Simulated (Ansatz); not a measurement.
Ionic part of the dielectric constant of BN at 11 GPa, mode by mode

Theory: DFT LDA, scalar-relativistic, plane waves, PAW in Ansatz 0.2.0. Cutoff 420 eV, 12×12×12 k-points (Γ-centred), fixed occupations. No spin polarisation. Phonons by linear response, acoustic sum rule imposed.

It takes space group F-43m (No. 216, cubic). Conventional cell: a = 3.550 Å, b = 3.550 Å, c = 3.550 Å, α = 90.00°, β = 90.00°, γ = 90.00°. B (site symmetry -43m) is surrounded by 4 N at 1.54 Å. N (site symmetry -43m) has 4 B at 1.54 Å as nearest neighbours.

The primitive cell has V = 11.18 Å³ and ε∞,zz = 4.543. Each polar mode adds Δε = (4.92064×10⁷/V)·S/ν² along z, with S its oscillator strength in e²/amu, ν in cm⁻¹ and V in Å³.

Question: From these modes, find each Δε and ε0,zz.
```json
{"ν (cm⁻¹)": "1102.9", "S_zz (e²/amu)": "0.5705"}
```

Answer:
```
ν (cm⁻¹)    Δε
  1102.9  2.06
```

The sum is 2.064, so ε0,zz = 6.61; the run's tensor has 6.61.

Question: Where do the longitudinal modes lie for a wave vector along z?

Answer: At 1330 cm⁻¹. The Lyddane–Sachs–Teller product Π(ν_LO/ν_TO)² = 1.45 matches ε0/ε∞ = 1.45.

Cubic BN screens a static field mainly through its electrons: the lattice adds 2.06 to an electronic part of 4.543. With two atoms in the primitive cell there is a single, triply degenerate polar optical mode, so this one vibration carries the whole ionic response, and cubic symmetry makes the result the same in every direction. The contribution is modest because short, stiff sp³ bonds resist the displacement of the ions; the light atoms help put the mode at 1102.9 cm⁻¹, but their mass cancels out of the static response. It isn't negligible, because the electronegativity difference between B and N makes the bonds polar and their vibration moves appreciable charge. The same polarity raises the longitudinal mode to 1330 cm⁻¹, where the macroscopic field adds a restoring force that the electrons only partly screen. The Lyddane–Sachs–Teller agreement shows that the frequencies, oscillator strength and electronic screening are mutually consistent, but isn't an independent test of their accuracy. A single compressed volume doesn't show how pressure changes the balance between bond stiffening and charge transfer.
